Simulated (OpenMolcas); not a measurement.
# C3H10OSi (trimethylsilanol): methods side by side

C3H10OSi: 15 atoms, total charge 0, spin state singlet. As SMILES, `C[Si](C)(C)O`. The coordinates come from a PBE0-D4/def2-TZVP relaxation. This is one conformer, not always the lowest.

```xyz
15

C    -1.7599    0.1911    0.0715
Si    0.0899    0.2010   -0.2047
C     0.9599    0.3703    1.4423
C     0.6393   -1.3395   -1.0932
O     0.5162    1.4481   -1.2134
H    -2.0960    1.1060    0.5683
H    -2.0575   -0.6517    0.7020
H    -2.2967    0.1078   -0.8769
H     0.6646    1.2881    1.9593
H     2.0448    0.3934    1.3113
H     0.7182   -0.4687    2.1013
H     0.4051   -2.2344   -0.5106
H     1.7177   -1.3227   -1.2689
H     0.1422   -1.4270   -2.0624
H     0.3121    2.3381   -0.9259
```

Quantity: the HOMO–LUMO gap, in eV. The values are calculated.

```json
{"level": "HF/6-31G* (spherical functions)", "kind": "Hartree–Fock", "program": "OpenMolcas", "value (eV)": "16.51"}
{"level": "SVWN5/6-31G* (spherical functions)", "kind": "LDA", "program": "OpenMolcas", "value (eV)": "6.98"}
{"level": "revPBE/6-31G* (spherical functions)", "kind": "GGA", "program": "OpenMolcas", "value (eV)": "7.15"}
{"level": "TPSS/6-31G* (spherical functions)", "kind": "meta-GGA", "program": "OpenMolcas", "value (eV)": "7.46"}
{"level": "M06-2X/6-31G* (spherical functions)", "kind": "hybrid meta-GGA", "program": "OpenMolcas", "value (eV)": "11.69"}
{"level": "B2PLYP/6-31G* (spherical functions)", "kind": "double hybrid", "program": "OpenMolcas", "value (eV)": "12.10"}
```

The values span 6.98 to 16.51 eV. Orbital gaps aren't excitation energies, and those of double hybrids come from the SCF part alone; they tend to grow with the share of exact exchange.

All six levels give trimethylsilanol a wide gap, as expected for a saturated molecule with only σ bonds and oxygen lone pairs. The three semilocal functionals lie close together, from 6.98 to 7.46 eV, whereas Hartree–Fock reaches 16.51 eV. The spread probably arises largely because Hartree–Fock virtual orbitals feel the field of all the electrons, as an added electron would, while semilocal virtuals feel the same potential as the occupied orbitals. The exchange fraction does not fix the order completely: M06-2X contains slightly more exact exchange than B2PLYP, yet gives the smaller gap, 11.69 against 12.10 eV.

The HOMO is probably an oxygen lone pair mixed with Si–C σ bonding character. The LUMO is less well defined, since a small saturated silanol is not expected to bind an extra electron in a valence orbital. Without diffuse functions, the basis confines this level artificially and probably raises it, most seriously in Hartree–Fock. The values therefore do not establish a converged gap for any of the methods.
